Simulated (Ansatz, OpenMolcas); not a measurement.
## Computed against measured: atomisation enthalpy at 298 K

6 molecules; the atomisation enthalpy at 298 K in kJ/mol, computed less measured. Shapes, held fixed at every level: PBE0-D4/def2-TZVP. Flexible molecules stand in one conformer, not always the lowest. Thermal terms are harmonic and unscaled (PBE0-D4/def2-TZVP); the spin-orbit lowering of the free atoms is taken from their spectra. Programs: Ansatz 0.2.0, OpenMolcas 26.06. A level may come from different programs for different species; with the same settings they agree closely. Measured values: Active Thermochemical Tables, CRC Handbook of Chemistry and Physics.

Levels: A = BHLYP/def2-TZVP; B = CCSD(T)/def2-SVP; C = CCSD/def2-TZVPP.

| molecule | from tabulated heats | A | B | C |
| --- | --- | --- | --- | --- |
| IBr (iodine monobromide) | 178 | -51 | -65 | -46 |
| CHNS (isothiocyanic acid) | 1557 | -106 | -131 | -130 |
| GeH4 (germane) | 1153 | +3 | -39 | +10 |
| N2H3 (hydrazinyl radical) | 1374 | -59 | -145 | -94 |
| C2H3F (SMILES C=CF) | 2310 | -98 | -109 | -102 |
| CH3NO (formamide) | 2286 | -124 | -153 | -134 |

Sum up the errors.


| level | kind | mean error | mean absolute error | worst case |
| --- | --- | --- | --- | --- |
| BHLYP/def2-TZVP | global hybrid | -72.5 | 73.5 | CH3NO |
| CCSD(T)/def2-SVP | coupled cluster or CI | -107.0 | 107.0 | CH3NO |
| CCSD/def2-TZVPP | coupled cluster or CI | -82.7 | 86.0 | CH3NO |

On this set BHLYP/def2-TZVP has the smallest mean absolute error and CCSD(T)/def2-SVP the largest. BHLYP/def2-TZVP is too low in 5 of 6; CCSD(T)/def2-SVP is too low in 6 of 6; CCSD/def2-TZVPP is too low in 5 of 6. The molecules' own spin-orbit lowering is left out, so errors for iodides read a little too negative. Heats of the atoms come from ATcT where it has them. The levels differ in basis as well as in method. Correlated wave functions converge slowly with the basis. CCSD also lacks the triples, which bind further. Open shells run unrestricted. For atoms past krypton def2 sets carry core potentials with scalar relativity. Relativity is left out for Br, Ge. Outer-core shells of Br, Ge, I are correlated, in sets that cover them unevenly. The set is small.

All three levels underbind, except for germane with BHLYP and CCSD. Pairing electrons in bonds creates correlation energy that the free atoms lack, and a truncated basis or excitation space recovers it incompletely. In BHLYP, the large share of exact exchange probably removes much of the left-right correlation that semilocal exchange mimics, which hurts multiple bonds most.

CCSD(T) in the small basis lies below CCSD in the larger one for every molecule, so the basis deficit outweighs the binding gained from triples. The two nearly coincide for isothiocyanic acid, -131 against -130, probably because triples matter more in its cumulated π system.

Germane has only single bonds to hydrogen and no lone pairs, which favours small errors. Its +10 with CCSD nevertheless suggests cancellation: scalar relativity would stabilise the germanium 4s shell and weaken the bonds, while basis superposition may add spurious binding. For iodine monobromide, the error is a substantial fraction of the weak bond itself, so a modest absolute error there is no sign of a good description.
